K2PdC2 (P-3m1, 5-atom cell, a = 5.118 Å, c = 5.258 Å, not relaxed at this level), with both C atoms shifted together along (0, 0, −1) and all else fixed. Ansatz 0.2.0, plane-wave PAW DFT, LDA, scalar-relativistic, no spin polarisation, 420 eV cutoff, 6×6×6 k mesh, 0.05 eV Gaussian smearing. Free energies are relative to the undisturbed cell; pressure is positive in compression.

```csv
displacement (Å),energy change (eV a cell),force along direction (eV/Å summed over the moved atoms),pressure (GPa),gap on mesh (eV)
-0.1,0.091,1.873,-2.13,1.357
-0.05,0.022,0.905,-2.48,1.347
0,0.000,0.000,-2.60,1.344
0.0125,0.001,-0.224,-2.60,1.344
0.025,0.006,-0.449,-2.57,1.345
0.0375,0.013,-0.675,-2.54,1.346
0.0625,0.035,-1.139,-2.42,1.349
0.075,0.051,-1.377,-2.33,1.351
0.0875,0.070,-1.622,-2.24,1.354
```

No row breaks the pattern. Two of them look as if they did: the energy change at 0.0125 Å seems too small, and the force at −0.1 Å is larger than a straight line through the small shifts allows. The first is rounding. The second is a real but smooth stiffening, and its small size comes from the way the carbon is held.

**What moves**

The two C atoms of the cell form a C₂ pair, and both shift together, so the bond between them keeps its length. The pairs in all other cells make the same shift. The pair sits between two Pd atoms on one line. A shift shortens one Pd–C contact and lengthens the other by the same amount, starting from 2.0 Å each. Nearly all of the counterforce appears on Pd and very little on K, so the scan measures how firmly the pair is held between its Pd neighbours.

**The row at 0.0125 Å**

Between 0.0125 and 0.025 Å the displacement doubles, and the printed energy change goes from 0.001 to 0.006 eV. A spring would give a factor of four, not six. The force settles the matter, because it is printed with more significant digits. The energy stored in a spring is half of force times displacement, here 0.224 × 0.0125 / 2 = 0.0014 eV, which the table shows as 0.001.

The table also gives this row the same pressure as the undisturbed cell. The unrounded outputs differ by about 0.007 GPa, which is less than one unit of the last printed digit. For shifts this small, a stiffness should be taken from the forces.

**The row at −0.1 Å**

Let x be the displacement, E the energy change and F the force along the direction. The undisturbed cell looks the same from both ends of the Pd–C–C–Pd line, so shifts of +x and −x must cost the same energy. Only even powers of x can then appear in E, and the force is its negative slope:

E = kx²/2 + qx⁴/4

F = −kx − qx³

The stiffness k and the hardening constant q were fitted to the forces of the seven rows with zero or positive displacement. The row at −0.1 Å took no part in the fit. Its force works out as

17.89 × 0.1 + 84.05 × 0.1³ = 1.789 + 0.084 = 1.873 eV/Å,

which is the value in the table. The apparent break is the second term, about 5 % of the first.

The same two constants give the energies of all rows to within one unit of the last printed digit. Since symmetry makes the two sides equal, this agreement shows that the calculation is consistent and that two terms suffice up to 0.1 Å. It doesn't identify the cause of the hardening. The printed output after this text gives the comparison row by row.

**Why the departure is so small**

Consider first the limiting case of a single contact. A bond usually resists squeezing more than stretching, so its force curve is lopsided. The forces on the separate C atoms, which come from the same runs but are not in the table, point to this. In the row at −0.1 Å, the atom whose Pd–C contact shortens has its force changed by 1.14 eV/Å, while the atom whose contact lengthens has it changed by only 0.73 eV/Å. The C–C distance stays fixed, so this difference is expected to come mainly from the Pd–C contacts.

Now put the two contacts back to back. Both changes push the pair towards the middle, and they add up to the 1.87 eV/Å of the table. When the shift is reversed, the two contacts swap roles and the sum keeps its size. The lopsided part, about 0.20 eV/Å for each atom, therefore cancels in the total. What remains is the straight-line part and the weaker hardening term.

This gives a rule for similar structures. For small shifts, a unit with two equal ends, held midway between two equal neighbours, has a straighter force curve than a lopsided contact alone, because the quadratic parts of the two contacts cancel. If the neighbours or the ends differ, as with a C–N pair in place of C₂, the lopsided parts generally don't cancel in full, and the size of the force depends on which way the unit moves.

**Where the lopsidedness comes back**

The pressure offers a second view of the same contacts. It is negative throughout, which means that the cell tends to contract, and it rises from −2.60 GPa at zero to −2.13 GPa at −0.1 Å. To see why, write V for the cell volume and let the whole cell expand evenly. The displacement then grows with the cell, and the pressure change that comes with the shift is

ΔP = −(x²/V) (½ dk/d ln V + k/3).

If k did not depend on volume, only the last term would remain, and the pressure would fall by 0.08 GPa. The computed pressure rises by 0.47 GPa instead, so k must drop as the cell expands, by roughly 4.6 % for each per cent of volume.

Lopsided contacts offer a natural explanation for much of this drop. Expansion lengthens both of them at once, so both soften and nothing cancels. An even expansion also stretches the C–C bond, which may add to the effect. The direction of the stress fits this picture: about 97 % of the pressure rise comes from stress along the axis on which the contacts lie.

The absolute pressures deserve less trust than this difference. LDA tends to make cells too small, and its use here with datasets made for another functional adds uncertainty. A constant error of this kind drops out when two rows are subtracted.

**Where a break would be expected**

A smooth curve is expected when the electrons stay in the same kind of state along the path. Simple electron counting gives K⁺, C₂²⁻ and a Pd atom with a full d shell, which suits a material with a gap. The gap on the mesh stays open and even widens slightly, from 1.344 eV at zero to 1.357 eV at −0.1 Å. The mesh may miss the true band edges, but nothing in these values suggests that the gap is about to close.

A break would be most likely where the gap closes and electrons move into other levels, because the stiffness could then change within a short stretch. The smearing of 0.05 eV would help to round it into a bend. A double well would announce itself differently, by a negative k at the centre. Here k is large and positive, so the pairs of all cells, moving together, have no tendency to slide off centre along this line while the other atoms stay fixed.

**What to do about it**

- For a quick estimate of this joint shift, treat each pair as a spring with k ≈ 18 eV/Å². Within the scanned range the force is then wrong by at most about 5 %.
- Add the cubic term when the ends of the range matter.
- Relax the cell and the atoms before quoting k as a property of the material. In the undisturbed cell each C atom still feels a net force of about 0.34 eV/Å towards its own Pd atom, and these two forces are hidden in the table because they sum to zero.

The analysis program printed:

```
fit of force_along_direction on 7 rows (displacement >= 0): coefficient of displacement -17.89 +/- 0.0065, coefficient of displacement**3 -84.05 +/- 1.1; rms 0.000276, worst 0.025 0.00039, leave-one-out rms 0.000453
  rows outside the fit (model, value, miss): -0.1 1.873, 1.873, 0.000238; -0.05 0.9051, 0.905, 0.0001
Smooth models beside the rows:
     row  straight-line force eV/A  model force eV/A  model energy eV  model pressure GPa  model gap eV
    -0.1                     1.789             1.873          0.09156               -2.13         1.357
   -0.05                    0.8946            0.9051           0.0225              -2.482         1.347
     0.0                         0                 0                0                -2.6         1.344
  0.0125                   -0.2236           -0.2238         0.001398              -2.593         1.344
   0.025                   -0.4473           -0.4486         0.005599              -2.571         1.345
  0.0375                   -0.6709           -0.6754          0.01262              -2.534         1.346
  0.0625                    -1.118            -1.139          0.03527              -2.416         1.349
   0.075                    -1.342            -1.377          0.05099              -2.336         1.351
  0.0875                    -1.566            -1.622          0.06972               -2.24         1.354
Stiffness k at zero shift in eV/A^2: 17.89
Hardening part of the force at 0.1 A in eV/A: 0.08405
Hardening part as per cent of the straight-line force at 0.1 A: 4.698
Largest miss of model energy in eV: 0.0005606
Change of pull on the C atom whose Pd-C contact shortens by 0.1 A in eV/A: -1.14
Change of pull on the C atom whose Pd-C contact lengthens by 0.1 A in eV/A: 0.733
Ratio of the two changes in size: 1.556
Lopsided part for one C atom that cancels in the sum in eV/A: 0.2036
Axial share of the pressure rise in per cent: 97.23
Pressure change from zero to -0.1 A in GPa: 0.47
Pressure change expected there if k did not depend on volume in GPa: -0.08009
Per cent fall of k for one per cent more volume: 4.579
Gap change from zero to -0.1 A in eV: 0.013
```
